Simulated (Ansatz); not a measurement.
# V: the change of pressure with volume scale

Periodic Kohn-Sham DFT of a crystal at fixed atoms, scaled to volume_scale times the given cell; pressure positive in compression, energy less spherical unpolarised free atoms, largest_vzz the field gradient of largest size among the nuclei. The results are calculated, by Ansatz 0.2.0.

The cell before it is scaled or strained (space group Im-3m, No. 229):
```
V
1.0
     -1.5130     1.5130     1.5130
      1.5130    -1.5130     1.5130
      1.5130     1.5130    -1.5130
V
1
Direct
  0.00000 0.00000 0.00000
```

Settings of every row: method frozen-core PAW; functional PBEsol; relativity scalar; k mesh 19x19x19; filling fermi-dirac; smearing width 0.03 eV; wave cutoff 420 eV; paw set soft_2.

Atom:
| element | start moment (bohr magneton) |
| --- | --- |
| V | 1.5 |

Limits: PAW files made with PBE.

| row | volume scale | V (Å³/atom) | pressure (GPa) |
| --- | --- | --- | --- |
| 1 | 0.94 | 13.023 | -1.274 |
| 2 | 0.96 | 13.3 | -5.156 |
| 3 | 0.98 | 13.577 | -8.653 |
| 4 | 0.99 | 13.716 | -10.27 |
| 5 | 1 | 13.854 | -11.808 |
| 6 | 1.01 | 13.993 | ? |
| 7 | 1.02 | 14.131 | -14.656 |
| 8 | 1.06 | 14.685 | -19.542 |

Cell moment is 0 bohr magneton in every row.

Question: what pressure should row 6 give?

Worked fit of pressure. Take u = (V_r/V)^(2/3) − 1 with V_r = 13.716 Å³ an atom, which is twice the finite (Eulerian) strain; such expansions in the strain, on which the Birch-Murnaghan equation of state is built, carry the rest volume and the bulk modulus. The shown rows have u = 0.03517, 0.02074, 0.00681, 0, -0.00665, -0.01968, -0.04449. Least squares give pressure = −10.2749 + 234.243 × u + 601.48 × u² + 413 × u³ GPa; a parabola predicts inner rows, each left out in turn, worse (root mean square 0.0075 against 0.0039 GPa). The rows lie off it by 0.001, -0.002, -0.001, 0.005, -0.002, -0.001, 0.000 (root mean square 0.0023 GPa). The withheld row has u = -0.01324, so the fit gives −10.2749 + 234.243 × (-0.01324) + 601.48 × (-0.01324)² + 413 × (-0.01324)³ = -13.272 GPa.

The calculation gave -13.268 GPa. The fit lies 0.004 GPa (0.022 % of the column's range) below it; its largest miss of a shown row is 0.005 GPa.
